The naive expectation is that an atom brings its own volume into any solid it joins. If so, the volume of a telluride follows from its formula: add up the room that each atom takes in its own element and divide by the number of atoms. The density follows as well, and an error of five percent in the volume is about the same error in the density. The cells below let us see how far this arithmetic goes.

Lowest-energy cell found for each telluride formula, with cell and atoms relaxed in Ansatz 0.2.0 using DFT with the PBE functional, scalar-relativistic PAW and a plane-wave cutoff of 420 eV. The calculations are not spin-polarized and include no dispersion correction.

| system | candidates tried | space group | volume per atom (Å³) | next structure above by (meV/atom) |
| --- | --- | --- | --- | --- |
| MgCd2Te3 | 27 | I-4m2 | 35.63 | 1 |
| Mg5Te2 | 26 | P-1 | 27.57 | n/a |
| Hf4Te | 24 | P4/nmm | 24.27 | 42 |
| Sn3Te2 | 21 | C2/m | 31.99 | n/a |
| Sn2GeTe4 | 25 | R-3m | 31.41 | 5 |
| Cd2Te | 31 | P-3m1 | 28.51 | 2 |
| CdTe3 | 36 | Im-3m | 30.74 | 3 |
| Mg7Te | 32 | Fm-3m | 23.58 | 37 |
| InTe4 | 33 | R-3m | 32.01 | 66 |
| CdTe6 | 34 | R-3m | 31.62 | 20 |

The column used here is the volume per atom. The rule needs one number for each element, and rough recalled values are enough:

| element | Te | Mg | Cd | Sn | Hf | Ge | In |
|---|---|---|---|---|---|---|---|
| volume per atom (Å³) | 34 | 23 | 22 | 27 | 22 | 23 | 26 |

These values describe the real elements, not the calculation, and none of them was adjusted to the table.

The first row is a bad start for the rule. MgCd2Te3 has one magnesium, two cadmium and three tellurium atoms, so the estimate is

(1 × 23 + 2 × 22 + 3 × 34) / 6 = 169 / 6 ≈ 28.2 Å³ per atom.

The calculation gives 35.6 Å³, so the estimate is 21 percent too low. No other row misses by even half as much.

The second row goes better. For Mg5Te2 the same steps give

(5 × 23 + 2 × 34) / 7 = 183 / 7 ≈ 26.1 Å³ per atom,

against a computed 27.6 Å³. The estimate is five percent low, which is an ordinary result for this table. The question is why the same sum serves one magnesium telluride and fails for another.

The rule can work at all because atoms resist being squeezed. Bonding pulls them together until the overlap of filled shells and the crowding of the valence electrons stop them, and this resistance rises steeply. The number of neighbours matters less than it may seem. An atom with more neighbours is packed more tightly, but each of its bonds is weaker and longer, because the same bonding electrons are shared among more of them. Between twelve and eight neighbours the two effects are expected to cancel almost fully, and the volume of an atom carries over from one solid to the next. With six neighbours the cancellation is only partial, since at equal bond length a simple cubic lattice takes √2 times the room of a close-packed one. The sum can still serve such tellurides, because elemental tellurium, with two close and four more distant neighbours, is already loosely packed and its 34 Å³ includes much of that room.

In MgCd2Te3 they don't cancel. Its cell is a layered version of zincblende, in which each atom has only four neighbours, with much empty space between them. For a bond length d, the zincblende cube has the edge 4d/√3 and holds eight atoms, which makes 1.54 d³ per atom. In a simple cubic lattice, with six neighbours, an atom takes just d³. Bonds to four neighbours are shorter, but not by enough to make up for a factor of 1.54.

The formula gives a hint that such an open structure is possible. Magnesium and cadmium each bring two valence electrons and tellurium brings six, so MgCd2Te3 has 24 electrons for six atoms. That is four per atom, just enough to fill four two-electron bonds around each of them. No other formula in the table has this count, and no other row has a band gap in these calculations. The count permits four neighbours but doesn't enforce them: magnesium oxide has the same count and chooses six.

This suggests a repair for the first row. Take bonds to four neighbours as roughly six percent shorter than bonds to six, a recalled figure based on ionic radii. The volume then grows by 1.54 × 0.94³ ≈ 1.28, and the estimate rises from 28.2 to about 36 Å³. The result is close to the computed value, but a single row cannot establish the correction. The factor treats the sum as the volume of a six-neighbour lattice, although magnesium and cadmium have twelve neighbours in their metals. It is also sensitive: each percent in the bond ratio moves the estimate by about 1 Å³, and the ratio of 0.91 between the bond lengths of MgCd2Te3 and CdTe3 given below would lead to only about 33 Å³. The next structure found for this formula lies only 1 meV per atom higher, and its volume isn't given.

Hf4Te, next in the table, is reproduced to within one percent. This is better than the rule deserves, since the element volumes themselves are rounded more coarsely than that. The calculation also leaves out dispersion forces, so the spacing between weakly bound layers in this cell is uncertain. The row shows that the rule suits a hafnium-rich telluride, but it is no measure of its precision.

The two tin compounds raise a practical question: which tin? The value of 27 Å³ belongs to white tin, the dense metal. Grey tin has four neighbours, like zincblende, and takes about 34 Å³ per atom. For Sn3Te2 white tin gives an estimate about 2 Å³ too low, and grey tin one about 2 Å³ too high.

Sn2GeTe4 is bracketed in the same way, by about 1 Å³ on either side. Its slabs are held together weakly, so the missing dispersion forces matter here too. The table therefore doesn't decide between the two forms of tin. I keep white tin because the rule is meant for dense structures, and the distance between the two estimates shows how much the choice of input can matter. The rule isn't strict on this point: the value for germanium belongs to its ordinary form, which is an open one with four neighbours.

Cd2Te is the worst case after MgCd2Te3, with an estimate nine percent too low. It belongs to a pattern: in every row with a tellurium fraction from two sevenths to four sevenths, the rule falls short. For Cd2Te the cell points to a reason. It stacks three hexagonal layers in a relaxed cell with edges of 4.301 and 5.339 Å, a ratio of 1.24. That is close to the 1.22 of a simple cubic lattice seen along its body diagonal and far from close packing, where the ratio would be twice as large. Cadmium then has about six near neighbours instead of the twelve of its metal, and is expected to need more room. For the other cells of this group, open places or gaps between slabs remain a guess.

CdTe3 is the natural counterpart to the first row. Its atoms sit on a simple cubic lattice, each with six neighbours, and the rule is right to one percent. Part of this agreement is probably a cancellation: taken together with CdTe6, the row suggests a cadmium larger than in its metal and a tellurium slightly smaller than in its chains. The distance between neighbours is 3.13 Å, whereas an ideal zincblende lattice with the volume of MgCd2Te3 has bonds of only 2.85 Å. The solid with the shorter bonds thus takes up more room per atom, which is what the packing argument says. The comparison isn't a clean one, because many of the contacts in CdTe3 join two tellurium atoms.

This row needs a further caution. In so symmetric a cell the forces on the atoms vanish by symmetry, whether or not the structure is stable. Elemental tellurium is known to prefer chains to a simple cubic lattice, and CdTe3 might distort in a similar way if it were free to do so. Its volume could then change. The same caution holds for Mg7Te, whose atoms occupy a face-centred cubic lattice. In a weaker form it applies to most of the other cells too, since a relaxation keeps the symmetry of its start and can end at a saddle point.

In Mg7Te a single tellurium atom sits among seven magnesium atoms, and the estimate is three percent too high. InTe4 and CdTe6, at the tellurium-rich end, are overestimated by one and two percent. The last two errors are of the size of the rounding of the inputs. That of Mg7Te is larger than rounding can account for, and I don't try to explain it. What these rows do show is that the rule holds at both ends of the composition range, from one tellurium atom in eight to six in seven.

With MgCd2Te3 set aside for its open structure, the typical (root-mean-square) error over the other nine rows is 1.3 Å³ per atom, or between four and five percent. Guessing their average volume every time would give an error of 3.1 Å³. A straight line in the tellurium fraction, with two constants fitted to these same nine rows, still misses by 1.7 Å³. The line treats all the other elements alike, although a tin atom is larger than a hafnium atom, and its worst miss is indeed a tin compound. That one row, Sn3Te2, carries about half of the line's squared error, so the lead of the sum over the line rests largely on it. The output after this text lists the estimate for each row.

The calculation may well have a small bias of its own, since PBE often gives volumes a few percent larger than measured ones. Raising all element volumes by three percent, however, leaves the typical error almost unchanged. The remaining misses thus vary from compound to compound, and a common scale factor doesn't remove them.

For a telluride of this kind, then, the first step is to count valence electrons. If there are four per atom, the structure has to be known before the sum can be trusted: with four neighbours around each atom, the volume may be about a quarter larger than the sum. A different count doesn't clear the sum either: tellurides such as CdIn2Te4 and In2Te3 keep four-neighbour cations by leaving sites empty, have more than four electrons per atom, and are expected to be underestimated as well. For the other formulas here, the sum came within nine percent of the volume of the lowest cell found. Those cells are not proven ground states, and a different arrangement of the same atoms could have a different volume. For Cd2Te and CdTe3 the next structure lies only 2 and 3 meV per atom higher, too close for the calculation to order them safely. Most of the cells are also invented and unknown in nature, so the accuracy found here is that against computed volumes, not measured ones. The rows are a selection as well, with failed runs and some others left out, so the typical error needn't hold for tellurides at large.

Printed output of the fit:

```
Rule of added element volumes (A^3 per atom):
       row  Te fraction  estimate  computed  estimate less computed  miss in percent
  MgCd2Te3          0.5     28.17     35.63                  -7.463           -20.95
    Mg5Te2       0.2857     26.14     27.57                  -1.427           -5.176
     Hf4Te          0.2      24.4     24.27                    0.13           0.5356
    Sn3Te2          0.4      29.8     31.99                   -2.19           -6.846
  Sn2GeTe4       0.5714     30.43     31.41                 -0.9814           -3.125
     Cd2Te       0.3333        26     28.51                   -2.51           -8.804
     CdTe3         0.75        31     30.74                    0.26           0.8458
     Mg7Te        0.125     24.38     23.58                   0.795            3.372
     InTe4          0.8      32.4     32.01                    0.39            1.218
     CdTe6       0.8571     32.29     31.62                  0.6657            2.105
Rms miss of the rule, nine rows without MgCd2Te3 (A^3 per atom): 1.308
Rms miss of the rule, same nine rows (percent): 4.462
Largest miss of the rule, same nine rows (percent): 8.804
Mean signed miss of the rule, same nine rows (A^3 per atom): -0.5409
Rms miss of the rule, all ten rows (A^3 per atom): 2.667
Rms miss of a constant guess (their mean), nine rows (A^3 per atom): 3.121
Rms miss, nine rows, if all element volumes are 3 percent larger (A^3 per atom): 1.252
fit of volume_per_atom on 9 rows (other): constant 24.24 +/- 1.4, coefficient of xTe 10.07 +/- 2.6; rms 1.74, worst Sn3Te2 -3.72, leave-one-out rms 2.18
  rows outside the fit (model, value, miss): MgCd2Te3 29.28, 35.63, -6.35
Sn3Te2, miss with grey tin at 34 instead of white tin at 27 (A^3 per atom): 2.01
Sn2GeTe4, miss with grey tin instead of white tin (A^3 per atom): 1.019
Volume per atom, zincblende over simple cubic at equal bond length (ratio): 1.54
MgCd2Te3, bond length of an ideal zincblende lattice of its volume (A): 2.85
CdTe3, bond length of its simple cubic lattice (A): 3.133
MgCd2Te3, computed volume over the rule's estimate (ratio): 1.265
Factor for four neighbours with bonds 6 percent shorter (ratio): 1.279
MgCd2Te3, estimate times this factor (A^3 per atom): 36.02
```
